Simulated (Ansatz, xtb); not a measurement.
# CH7AlGe: which of two isomers lies lower

We compare a, `[CH3][GeH2][AlH2]`, a singlet, with b, `[CH3][AlH][GeH3]`, a singlet. Both are isolated molecules in the gas phase, relaxed with PBE0-D3(BJ)/def2-SVP; the shapes shown needn't be the lowest conformers.

a (Å):

```xyz
10

C    -0.2876   -0.6005    3.0215
Al    1.8468   -1.2127    0.0062
Ge    0.6913    0.3130    1.5829
H    -0.7732    0.1326    3.6813
H     0.3995   -1.2133    3.6225
H    -1.0599   -1.2597    2.5999
H    -0.3044    1.2187    0.8148
H     1.7124    1.2838    2.2285
H     1.7732   -2.7954    0.1923
H     2.6823   -0.6319   -1.2206
```

b (Å):

```xyz
10

C    -0.8878   -0.9612    2.7322
Al    0.1313    0.1518    1.4869
Ge    2.4354   -0.4191    0.7668
H    -1.1728   -0.3772    3.6250
H    -0.3462   -1.8571    3.0716
H    -1.8346   -1.2902    2.2691
H    -0.5331    1.4812    0.9055
H     3.4464    0.6907    1.1376
H     2.9728   -1.7284    1.3861
H     2.5363   -0.5837   -0.7675
```

Quicker runs give these differences E(b) − E(a): GFN2-xTB +3.1 kcal/mol; HF/STO-3G −8.4 kcal/mol (at GFN2-xTB geometries); r2SCAN-D4/def2-SVP −5.2 kcal/mol (at GFN2-xTB geometries).

Problem. Which of the two would you expect CCSD(T)/def2-TZVP electronic energies to favour?

Solution. Structure b; the calculation gives E(b) − E(a) = −4.4 kcal/mol.

Level by level:

```
               level              geometry  E(b) − E(a) (kcal/mol)  departure from the last row (kcal/mol)  job, with rough time for the two
            GFN2-xTB              GFN2-xTB                      +3.1                                    +7.4              optimisation, 0.22 s
           HF/STO-3G              GFN2-xTB                      −8.4                                    −4.0               single point, 1.1 s
  r2SCAN-D4/def2-SVP              GFN2-xTB                      −5.2                                    −0.8               single point, 5.7 s
PBE0-D3(BJ)/def2-SVP  PBE0-D3(BJ)/def2-SVP                      −5.5                                    −1.2             optimisation, 1.8 min
        HF/def2-TZVP  PBE0-D3(BJ)/def2-SVP                      −4.2                                    +0.1           part of the CCSD(T) run
       MP2/def2-TZVP  PBE0-D3(BJ)/def2-SVP                      −4.2                                    +0.2           part of the CCSD(T) run
   CCSD(T)/def2-TZVP  PBE0-D3(BJ)/def2-SVP                      −4.4                                                     single point, 1.8 min
```

As drawn, b has 1 C–Al, 1 Ge–H in place of 1 C–Ge, 1 Al–H.

GFN2-xTB puts the two in the other order. The largest departure from CCSD(T)/def2-TZVP is that of GFN2-xTB, 7.4 kcal/mol.

With harmonic frequencies from PBE0-D3(BJ)/def2-SVP (ideal gas, rigid rotor, one conformer each, 400 K, 1 atm): on the last row, ΔE + ΔZPE = −4.7 kcal/mol. A mode under 50 cm⁻¹ makes harmonic enthalpies and free energies unreliable, so none is given.

The correlated steps freeze 15 core orbitals; the filled d shell of Ge is correlated, in a basis made for valence electrons. Programs: Ansatz 0.2.0, xtb 6.7.1; the last row on 2 threads of Arm Neoverse N1 on a shared host.

Structure b is favoured, and zero-point energy slightly strengthens the preference. Both isomers keep the Ge–Al bond, so the difference is essentially an exchange of methyl and hydride between the two metals. Aluminium is the more electropositive centre and carbon is more electronegative than hydrogen, so methyl gains more from a polar bond to Al than from one to Ge. Hyperconjugation from the methyl C–H bonds into the empty Al 3p orbital probably helps as well.

Hartree–Fock in the larger basis already gives −4.2 kcal/mol, against −4.4 with CCSD(T). The net correlation contribution is therefore small, as expected when the number of electron-pair bonds is conserved and their types change little. The reversed order from GFN2-xTB probably reflects its parametrised balance of Al and Ge bonds rather than its geometries, since r2SCAN-D4 at those same geometries favours b. The preference need not carry over to condensed phases, where three-coordinate aluminium hydrides tend to associate through hydride bridges.
